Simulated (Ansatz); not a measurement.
Correcting a cheap level on Ge-containing molecules

The vertical ionisation energy (cation less neutral) in eV of 7 Ge-containing molecules: x at MP2/def2-TZVPP, y at CCSD(T)/def2-TZVPP. Shapes, held fixed at every level: PBE0-D4/def2-TZVP. Flexible molecules stand in one conformer, not always the lowest. Programs: Ansatz 0.2.0.

```
                                               molecule  x (eV)  y (eV)
    Ge2Si3H10 (SMILES [SiH2]1[SiH2][GeH2][GeH2][SiH2]1)    9.46    9.38
    Ge3Si2H10 (SMILES [SiH2]1[GeH2][SiH2][GeH2][GeH2]1)    9.47    9.38
Ge2Si4H14 (SMILES [SiH3][SiH2][SiH2][GeH2][SiH2][GeH3])    9.60    9.50
       Ge4SiH12 (SMILES [GeH3][GeH2][SiH2][GeH2][GeH3])    9.63    9.53
      Ge2Si3H12 (SMILES [SiH3][GeH2][SiH2][SiH2][GeH3])    9.68       ?
             Ge3SiH10 (SMILES [GeH3][SiH2][GeH2][GeH3])    9.71    9.64
       GeSi4H12 (SMILES [SiH3][SiH2][SiH2][SiH2][GeH3])    9.75    9.66
```

**Question.** Fit y = c + s·x to the known rows and predict y for Ge2Si3H12.

**Answer.** 
1. Means of the 6 rows: x = 9.6033, y = 9.515.
2. Σ(Δx)² = 0.071933, Σ(Δx·Δy) = 0.0724, so the slope is 0.0724/0.071933 = 1.0065.
3. Intercept: 9.515 − (1.0065) × 9.6033 = -0.151. The largest residual of the fit is 0.018.
4. Ge2Si3H12: -0.151 + 1.0065 × 9.68 = 9.59 eV.

CCSD(T)/def2-TZVPP gives 9.59 eV, so the prediction is off by 0.00 eV: they agree to the digits shown. Uncorrected, MP2/def2-TZVPP misses it by +0.09 eV, and the other rows by 0.09 on average. The line removes about 100 % of this miss. Left out in turn, the other rows are missed by 0.01 eV on average, so much of the error is systematic among these molecules. Cations run unrestricted. Relativity is left out for Ge. Outer-core shells of Ge are correlated, in sets that cover them unevenly.

The correction is essentially a constant downward shift: with a slope of 1.0065, MP2 already reproduces the spacing between molecules and mainly misplaces the common level. This suggests that ionisation removes the same kind of electron throughout, from a delocalised σ orbital of the Si/Ge backbone, so the imbalance in correlation between neutral and cation hardly changes.

The same orbital picture accounts for the ordering. Coupling between adjacent σ bonds raises the highest occupied level, and the two rings, whose backbone closes on itself, ionise most easily. Among the open chains, length alone does not set the order: four-membered Ge3SiH10 lies slightly below five-membered GeSi4H12. Its larger germanium share is a likely reason, since Ge–Ge σ bonds generally hold their electrons less tightly than Si–Si bonds, though backbone conformation also affects the coupling. The two rings show no such composition effect at CCSD(T).

The fit supports interpolation among closely related saturated hydrides, not transfer to molecules ionised from a lone pair or π orbital.
